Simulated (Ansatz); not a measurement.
# Li2O3: the change of pressure and energy above lowest point with volume per atom

All results are calculated (Ansatz 0.2.0 development build). Equation of state of a cubic crystal from periodic Kohn-Sham density functional theory without spin; pressure corrected for the finite basis.

Cell of the first row (space group Pn-3m, No. 224):
```
CELL_PARAMETERS angstrom
4.38250 0.00000 0.00000
0.00000 4.38250 0.00000
0.00000 0.00000 4.38250
ATOMIC_POSITIONS crystal
Li 0.25000 0.25000 0.25000
Li 0.75000 0.75000 0.25000
Li 0.75000 0.25000 0.75000
Li 0.25000 0.75000 0.75000
O 0.50000 0.00000 0.00000
O 0.00000 0.50000 0.00000
O 0.00000 0.00000 0.50000
O 0.50000 0.50000 0.00000
O 0.50000 0.00000 0.50000
O 0.00000 0.50000 0.50000
```

Settings of every row: formula Li2O3; structure type cubic X2O3; functional PBE; spin treatment none; k mesh 24x24x24; occupation method fermi-dirac; occupation width 0.061225619 eV; wave cutoff 420 eV; datasets soft-1 PAW; density cutoff ratio 4.

Limits: a cubic model structure, not a phase known at ambient conditions.

```csv
row,volume per atom (Å³),pressure (GPa),energy above lowest point (meV/atom)
1,8.417,5.717,9.02
2,8.597,3.591,3.84
3,8.776,1.682,0.91
4,8.955,-0.033,0
5,9.134,-1.573,0.91
6,9.313,?,?
7,9.492,-4.199,7.46
```

Question: what pressure and energy above lowest point should row 6 give?

Worked fit of pressure. Take u = (V_r/V)^(2/3) − 1 with V_r = 8.8655 Å³ an atom, which is twice the finite (Eulerian) strain; such expansions in the strain, on which the Birch-Murnaghan equation of state is built, carry the rest volume and the bulk modulus. The shown rows have u = 0.03522, 0.02071, 0.00679, -0.00667, -0.01969, -0.0445. Least squares give pressure = 0.8031 + 127.527 × u + 340.24 × u² GPa; a straight line predicts inner rows, each left out in turn, worse (root mean square 0.21 against 0.0031 GPa). The rows lie off it by 0.000, 0.001, -0.003, -0.001, 0.003, -0.001. The pressure vanishes at u = -0.0064, or V = 8.951 Å³ an atom, and there the bulk modulus at fixed shape and fractions is B = −V dP/dV = (2/3)(1 + u) dP/du = 81.6 GPa. The withheld row has u = -0.0323, so the fit gives 0.8031 + 127.527 × (-0.0323) + 340.24 × (-0.0323)² = -2.961 GPa.

The calculation gave -2.957 GPa. The fit lies 0.004 GPa (0.04 % of the column's range) below it; its largest miss of a shown row is 0.003 GPa.

Worked fit of energy above lowest point. Take u = (V_r/V)^(2/3) − 1 with V_r = 8.8655 Å³ an atom, which is twice the finite (Eulerian) strain; such expansions in the strain, on which the Birch-Murnaghan equation of state is built, carry the rest volume and the bulk modulus. The shown rows have u = 0.03522, 0.02071, 0.00679, -0.00667, -0.01969, -0.0445. Least squares give energy above lowest point = 0.222 + 67.5 × u + 5173.9 × u² meV/atom; a straight line predicts inner rows, each left out in turn, worse (root mean square 3.2 against 0.011 meV/atom). The rows lie off it by 0.00, 0.00, -0.01, 0.00, 0.01, 0.00. Its lowest point lies at u = -0.0065, or V = 8.953 Å³ an atom, and the curvature there gives the bulk modulus at fixed shape and fractions, B = (4/9)(1 + u)² E″(u)/V = 81.2 GPa. The withheld row has u = -0.0323, so the fit gives 0.222 + 67.5 × (-0.0323) + 5173.9 × (-0.0323)² = 3.44 meV/atom.

The calculation gave 3.45 meV/atom. The fit lies 0.01 meV/atom (0.11 % of the column's range) below it, one unit of the last digit.
